**Question**

Interaction energies of NH4+ and CO (SMILES [NH4+].[C-]#[O+]) in the gas phase, computed with Ansatz 0.2.0 in def2-TZVPPD as pair less both fragments in the pair's basis (counterpoise; negative binds), with frozen cores in MP2 and CCSD(T). CO is moved rigidly from the PBE0-D4/def2-TZVP minimum along the line between the fragments' mean atom positions.

| shift from the minimum (Å) | CCSD(T) (kcal/mol) | B3LYP-D4 (kcal/mol) | wB97M-V (kcal/mol) | MP2 (kcal/mol) | wB97M-V less CCSD(T) (kcal/mol) |
| --- | --- | --- | --- | --- | --- |
| -0.201 | -6.82 | -7.89 | -6.67 | -7.88 | 0.15 |
| -0.100 | -7.86 | -8.77 | -7.68 | -8.81 | 0.17 |
| 0.000 | -8.30 | -9.07 | -8.12 | -9.16 | 0.18 |
| 0.100 | -8.34 | -9.00 | -8.16 | -9.14 | 0.18 |
| 0.241 | -8.00 | -8.51 | -7.82 | -8.72 | 0.18 |
| 0.502 | -6.82 | -7.11 | -6.62 | -7.43 | 0.20 |
| 1.003 | -4.52 | -4.57 | -4.31 | -5.00 | 0.21 |
| 2.007 | -2.10 | -2.04 | -1.94 | -2.43 | 0.16 |

The shift $x$ moves CO away from the ion when positive. The last column is wB97M-V less CCSD(T). Take $R$ as the distance from N to the mass centre of CO: 3.69 Å at $x=0$, 3.93 Å at 0.241, 4.69 Å at 1.003 and 5.70 Å at 2.007.

(a) Find the power of $R$ with which the CCSD(T) tail decays and explain it.
(b) Account for the distance dependence of the MP2 error relative to CCSD(T).
(c) Why do the methods have their lowest entry in different rows?
(d) Discuss the last row for the two functionals.

**Model answer**

(a) The last two rows give $n=\ln(4.52/2.10)/\ln(5.70/4.69)\approx 4$. The last row still holds 25 % of the binding of the deepest row.

The geometry of the most compressed row has a near-linear N–H···C–O contact, and that row is a closed shell with a $T_1$ diagnostic of 0.014. The scan separates two closed-shell fragments and breaks no covalent bond. A charge $q$ on the CO axis makes a potential $kq/R$, with $k=1/4\pi\varepsilon_0$. Expanding it about the CO centre gives $-kq\mu/R^2$ for a dipole $\mu$ with negative carbon and $kq\Theta/R^3$ for the quadrupole $\Theta$. The field $kq/R^2$ also induces a dipole, which adds $-kq^2\alpha/2R^4$ for a polarisability volume $\alpha$. The quadrupole of CO is negative, so both ends attract a cation, and induction attracts in every orientation. The small dipole and the carbon lone pair favour carbon. At contact, exchange repulsion grows roughly exponentially and closes the well.

A least-squares fit of $Ae^{-bx}-C/R^4$ to all eight CCSD(T) energies leaves an rms residual of 0.04 kcal/mol, several times the rounding of the entries. An $R^{-3}$ tail leaves 0.25, and a Morse curve 0.20, its tail dying too fast.

The fourth power does not mean pure induction. The fitted $C$ would require $\alpha=13.6$ Å$^3$, against a rough recalled axial value of 2.3 Å$^3$. With rough recalled moments ($\mu\approx0.11$ D, $\Theta\approx-1.9$ D Å), quadrupole and induction are each of order 1 kcal/mol at $x=1.003$ and the dipole term is a few tenths. The three together reach only 53 % of CCSD(T) there and 62 % at 2.007. A sum of powers 2, 3 and 4 decays more slowly than $R^{-4}$, so the remainder must decay faster, if the recalled values are about right. Multipoles of CO beyond the octupole (whose own term goes as $R^{-4}$), the positive charge on the near hydrogen, dispersion and charge transfer all do so; their shares are untested.

(b) MP2 overbinds in every row. If a method gives CO a dipole wrong by $\Delta\mu$, its error at long range is $K/R^2$ with $K=-ke\,\Delta\mu$. A least-squares fit to the three rows with $x\ge0.5$, where overlap is smallest, gives $K=-10.7$ kcal mol$^{-1}$ Å$^2$. With $ke^2\approx330$ kcal mol$^{-1}$ Å and 1 D $\approx0.21\,e$ Å, one debye is worth 69 in these units, so $\Delta\mu=10.7/69\approx0.15$ D, with more negative carbon. For the row at 0.241, outside the fit, $-10.7/3.93^2=-0.69$ kcal/mol, against $-8.72+8.00=-0.72$.

The sign agrees with standard theory: Hartree–Fock gives CO the reversed dipole, correlation turns it round, and MP2 overshoots. The model fails progressively inward, leaving −0.18 of the −1.06 kcal/mol unexplained at $x=-0.201$. Over the outer rows $R^{-2}$ falls more slowly than the binding, so the error relative to CCSD(T) climbs from 9 % at 0.502 to 16 % at 2.007. It must level off farther out, where the dipole of CO makes the binding itself decay as $R^{-2}$.

(c) $x=0$ is the PBE0-D4 minimum, so no column is bound to be lowest there. Near its minimum $x_0$ the CCSD(T) curve rises by $\tfrac12\kappa(x-x_0)^2$. An added error of slope $s$ moves the minimum by $-s/\kappa$; a constant error moves nothing. A cubic spline through the CCSD(T) rows gives $x_0=0.06$ Å and $\kappa=30$ kcal mol$^{-1}$ Å$^{-2}$. A straight line through the B3LYP-D4 errors from −0.100 to 0.241 has $s=1.16$ kcal mol$^{-1}$ Å$^{-1}$, hence $-1.16/30=-0.039$ Å, against −0.035 Å between the spline minima. For MP2 the estimate is −0.022 Å against −0.019 Å, and wB97M-V has no slope and no shift. The minima straddle the midpoint 0.05 of two rows, so a few hundredths of an ångström decide which row is lowest. The fragments are rigid, so these are not relaxed equilibrium distances.

(d) B3LYP-D4 less CCSD(T) rises in every step, from −1.07 kcal/mol through −0.05 at 1.003 to +0.06 at 2.007. The change of sign exceeds the rounding of 0.01 and fits a short-range overbinding on top of a weak underbinding of longer range. Since every error vanishes at infinite separation, this one must pass through a maximum somewhere beyond $x=1.003$. Excess charge transfer from delocalisation error would have the short range required, but it is a guess; the damping of D4 could act similarly.

wB97M-V underbinds by 0.15 to 0.21 kcal/mol throughout, and its drop to 0.16 in the last row is the direction the limit demands. An $R^{-2}$ law fitted to the outer three rows overshoots by 0.12 at $x=0$. The error is 2.2 % of CCSD(T) in the well and 7.6 % in the last row. Its spread of 0.06 is too small to interpret, because counterpoise leaves basis incompleteness in the reference. In the last row, however, the near hydrogen and carbon are about 4 Å apart, so the underbinding by either functional should lie mainly in long-range terms. A CO dipole slightly too small would act this way, which the table does not test.

**Remarks on the reasoning**

An exponent depends on the origin. Measured from N to C, the tail exponent is 3.47, and the free exponent of the MP2 error (log–log line, outer three rows) falls from 2.00 to 1.74. Full credit in (b) requires saying that the table shows a slow decay compatible with $R^{-2}$, while the dipole as its cause is argued and untested. Reading $A$, $b$ or $C$ physically loses credit, since they trade against each other.

The argument predicts a neighbour. With the cation at the oxygen end, quadrupole and induction stay attractive while the dipole term reverses, so the long-range MP2 error should change sign. Whether it does, and whether MP2 and CCSD(T) dipoles of CO at this geometry differ by about 0.15 D, is the open test.
